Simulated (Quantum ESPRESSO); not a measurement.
# Spin moments and strain energy of ferromagnetic Li2MnO2 (P-3m1) under strain along z, from LDA+U

Inserting lithium into a layered manganese oxide electrode changes both the spacing of the layers and the charge state of Mn. Since the Mn moment is often used to read that charge state, it matters how far the moment responds to spacing alone. Here the z length of fully lithiated Li2MnO2 is scaled from 0.94 to 1.06 of its measured value, with x and y held, in LDA with U = 4 eV on Mn. Moments are those of the state reached from a parallel start. Energies are per atom of any kind and are measured from the same ferromagnetic state in the given cell, so a negative value means a more stable cell.

## Calculations

One system, Li2MnO2 (P-3m1), 5 atom(s) a primitive cell, from measured cells of the Crystallography Open Database. Quantum ESPRESSO 7.5, plane waves with GBRV 1.5 LDA pseudopotentials, cutoff 544 eV, Fermi-Dirac smearing of 0.05 eV, k meshes whose coarsest spacing along a reciprocal vector is 0.28 to 0.32 1/Å over all runs (2π included). Functional: LDA with Hubbard U (eV) Mn 4 on orthogonalised atomic projectors; collinear spins, no spin-orbit coupling. Atoms stay at fixed fractions of the cell and the mesh divisions are held. In the given cell the shortest lattice vector along z is 5.303 Å long and the shortest in the xy plane 3.195 Å. At each point the moments on Mn are started parallel and without spin polarisation. Runs that did not converge or carry a known fault are not listed. The same in all rows: shortest distance between magnetic atoms: 3.195 Å; metal or insulator in the run from the parallel start, judged by its smearing entropy or density of states at the Fermi energy (a gap under a few smearing widths counts as a metal): insulator.

Notes on method and selection:

- Each state is what a run reaches from typed starting moments; only the parallel order and a state without spin polarisation were started, in a cell with one Mn atom that allows no antiparallel order, so the lowest found need not be the ground state. Spin-orbit coupling is left out of these energies, which are free energies at the smearing width. A magnetic atom is one that was given a starting moment.
- Site moments count the spin inside each program's own atomic sphere, so they depend somewhat on its radius and leave out the spin between the spheres.
- Under a Hubbard U the orbital state was not searched.
- Quantum ESPRESSO sets the radius of an element's spheres to about 0.41 of its shortest distance to a neighbour, so it changes from cell to cell and the site moment with it.
- A measured moment is set beside the table only where the run ends ferromagnetic and the measured order is ferromagnetic too.
- Runs that did not converge, have known faults or may not be shown are not listed, and runs on Ansatz's PAW sets soft_1 and soft_2 are kept to separate tables.

Columns:

- strain along z: factor on the z length of the cell, x and y held.
- moment (μB): largest site spin moment reached from the parallel start.
- net moment (μB): net spin moment of that run per magnetic atom.
- energy (meV per atom): free energy of the run from the parallel start less that in the given cell, per atom of any kind (the energy–volume or strain-energy curve, whose curvature gives an elastic modulus).

## Results

| member | strain along z | moment (μB) | net moment (μB) | energy (meV per atom) |
| --- | --- | --- | --- | --- |
| 0.94 | 0.94 | 4.24 | 5.0000 | −2.9 |
| 0.97 | 0.97 | 4.27 | 5.0000 | −8.3 |
| 1 | 1.00 | 4.29 | 5.0000 | 0.0 |
| 1.03 | 1.03 | 4.31 | 5.0000 | 19.9 |
| 1.06 | 1.06 | 4.34 | 5.0000 | 49.9 |

## What drives the series

The net moment is 5.0000 μB per Mn in all five rows. With Li⁺ and O²⁻, charge balance leaves Mn²⁺ with five d electrons, and in the high-spin state these fill one spin channel of the d shell. Every row is an insulator, and in a collinear insulator the numbers of occupied spin-up and spin-down states are whole numbers. Strain can therefore change the net moment only by closing the gap or switching the spin state, and neither happens in these rows.

The site moment on Mn does change, rising at each step from 4.24 to 4.34 μB. The average slope is (4.34 − 4.24) / 12 = 0.008 μB per per cent of strain. Because the net moment is fixed, this is a redistribution of spin: the part lying outside the Mn sphere shrinks from 5.00 − 4.24 = 0.76 to 5.00 − 4.34 = 0.66 μB. Two effects act in this direction. Stretching lengthens the Mn–O bonds, which enlarges the Mn sphere, since its radius is tied to the shortest neighbour distance. Longer bonds also weaken the mixing of Mn d with O p states, so less spin is shared with oxygen. The spin counted on oxygen indeed falls slightly on stretching, although the charge counted there rises.

The energy responds unevenly. Stretching by 3% costs 19.9 meV per atom, whereas compressing by 3% gains 8.3. With n the number of 0.03 steps from the given cell, the three middle rows give E = 14.1 n + 5.8 n² meV per atom. The linear term, (19.9 + 8.3) / 2 = 14.1, expresses a pull towards a shorter z axis. The quadratic term, (19.9 − 8.3) / 2 = 5.8, is the elastic resistance to either change.

## Members off the line

The site moments follow a straight line to within the printed rounding. The energies at the two ends depart slightly from the parabola through the middle rows. At 0.94, where n = −2, it gives −2 × 14.1 + 4 × 5.8 = −5.0 meV per atom against a calculated −2.9, and at 1.06, where n = 2, it gives 2 × 14.1 + 4 × 5.8 = 51.4 against 49.9. These misses of 2.1 and 1.5 are small beside the full range of the five energies, 49.9 + 8.3 = 58.2 meV per atom. Their signs are those of ordinary anharmonicity: repulsion between ions stiffens the compressed cell, and bonds soften as they lengthen.

More notable is that both compressed cells lie below the measured one, with 0.97 the lowest of the five. LDA commonly binds solids too tightly, and the calculated stress in the given cell pulls inward in the xy plane as well as along z. The atomic positions may also contribute. Sizeable forces along z remain on the Li atoms at every strain, so the Li heights carried over from the measured structure are not those this level of theory prefers.

## Questions the table answers

**Could a few per cent of z strain be mistaken for a change in the Mn charge state?**
In the ionic count, high-spin Mn²⁺ carries 5 μB and high-spin Mn³⁺ carries 4, a difference of 1 μB. The whole strain range of 12% moves the site moment by 4.34 − 4.24 = 0.10 μB, about a tenth of that, and leaves the net moment unchanged. A site moment would usually change by somewhat less than the ionic 1 μB, since part of the spin is shared with oxygen, but strain of this size would still not imitate a full change of charge state.

**How stiff is the cell along z with the atoms held at fixed fractions?**
The second difference about the given cell is −8.3 + 19.9 − 2 × 0.0 = 11.6 meV per atom. Dividing by the squared step gives 11.6 / (0.03 × 0.03) = 12900 meV, or 12.9 eV per atom. The cell volume is 0.866 × 3.195 × 3.195 × 5.303 = 46.9 Å³ for five atoms. With 1 eV/Å³ = 160.2 GPa, the modulus is 12.9 × 5 / 46.9 × 160.2 = 220 GPa. Letting the atoms relax at each strain would normally lower it.

**Which of the five cells is the best start for a full relaxation at this level?**
The lowest energy is at 0.97, where the z length is 0.97 × 5.303 = 5.144 Å. It lies 8.3 meV per atom below the given cell, or 8.3 × 5 = 41.5 meV per formula unit, and −2.9 + 8.3 = 5.4 meV per atom below the row at 0.94.

## What to take away

For the five z lengths from 0.94 to 1.06, ferromagnetic Li2MnO2 remains a high-spin Mn²⁺ insulator. In such a ferromagnetic, insulating run the net moment is the safer measure of the charge state, because the site moment also reflects bond length and sphere size.

The energies describe parallel order only. Half-filled d shells on neighbouring Mn ions usually favour antiparallel alignment, which a cell with one Mn atom cannot hold, so the true ground state may well lie lower and have no net moment. A gradient-corrected functional would probably shift the energy balance towards longer z axes, as would thermal expansion, which is absent here. A larger U would localise the d electrons further and raise the site moment, while the net moment would stay at 5 μB as long as the high-spin insulating state survives. Spin–orbit coupling should matter little for the moment, since a half-filled d shell has almost no orbital part.
